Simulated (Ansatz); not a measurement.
# A substitution series on Ge: NH2 to F

Gas-phase molecules. On one Ge centre, n of the NH2 ligands are replaced by F. The atomisation energy (no zero-point term) y in kJ/mol at CCSD(T)/def2-TZVPP. Shapes: PBE0-D4/def2-TZVP. Flexible molecules stand in one conformer, not always the lowest. Programs: Ansatz 0.2.0.

| molecule | n | y (kJ/mol) |
| --- | --- | --- |
| Ge(NH2)4 | 0 | 4238 |
| Ge(NH2)3F | 1 | 3671 |
| Ge(NH2)2F2 | 2 | ? |
| GeF4 | 4 | 1888 |

Fit y = c + s·n to the known rows and predict Ge(NH2)2F2.


1. Means of the 3 rows: n = 1.66667, y = 3265.7.
2. Σ(Δn)² = 8.6667, Σ(Δn·Δy) = -5105.3, so the slope is -5105.3/8.6667 = -589.07.
3. Intercept: 3265.7 − (-589.07) × 1.66667 = 4247.5. The largest residual of the fit is 13.
4. Ge(NH2)2F2: 4247.5 + (-589.07) × 2 = 3069 kJ/mol.

The run gave 3095 kJ/mol, so the prediction is off by -26 kJ/mol, more than the largest residual. The steps per swap are -567, -576, -604 kJ/mol. The slope is the difference between a Ge–F and a Ge–NH2 bond with the ligands’ own bonds. Other levels give for Ge(NH2)2F2: HF/def2-TZVPP 2104; wB97X-V/def2-TZVPP 3201; B2PLYP/def2-TZVPP 3147 kJ/mol. Coupled cluster in double- or triple-zeta sets underbinds by a few per cent against its basis-set limit. Relativity is left out for Ge. Outer-core shells of Ge are correlated, in sets that cover them unevenly.

Replacing NH2 by F lowers the atomisation energy at every step, but this doesn't mean that Ge–F is weaker than Ge–N. Each swap also removes two strong N–H bonds, and their loss outweighs the gain from the stronger, more polar Ge–F bond.

The steps grow from -567 to -604 kJ/mol, the last being an average over two swaps, so the series is slightly concave and the straight line puts Ge(NH2)2F2 too low. The ligand contributions are therefore not strictly additive: in electronic energy, the mixed difluoride is favoured over redistribution into Ge(NH2)4 and GeF4. Fluorine probably makes germanium a better acceptor, which strengthens the remaining Ge–N bonds through electrostatic attraction and nitrogen lone-pair donation into Ge–F σ* orbitals. The much lower Hartree–Fock value fits the loss of electron-pair correlation when bonds are broken. Separating the Ge–ligand bond energies from the N–H contribution would require the energy of the free NH2 radical.
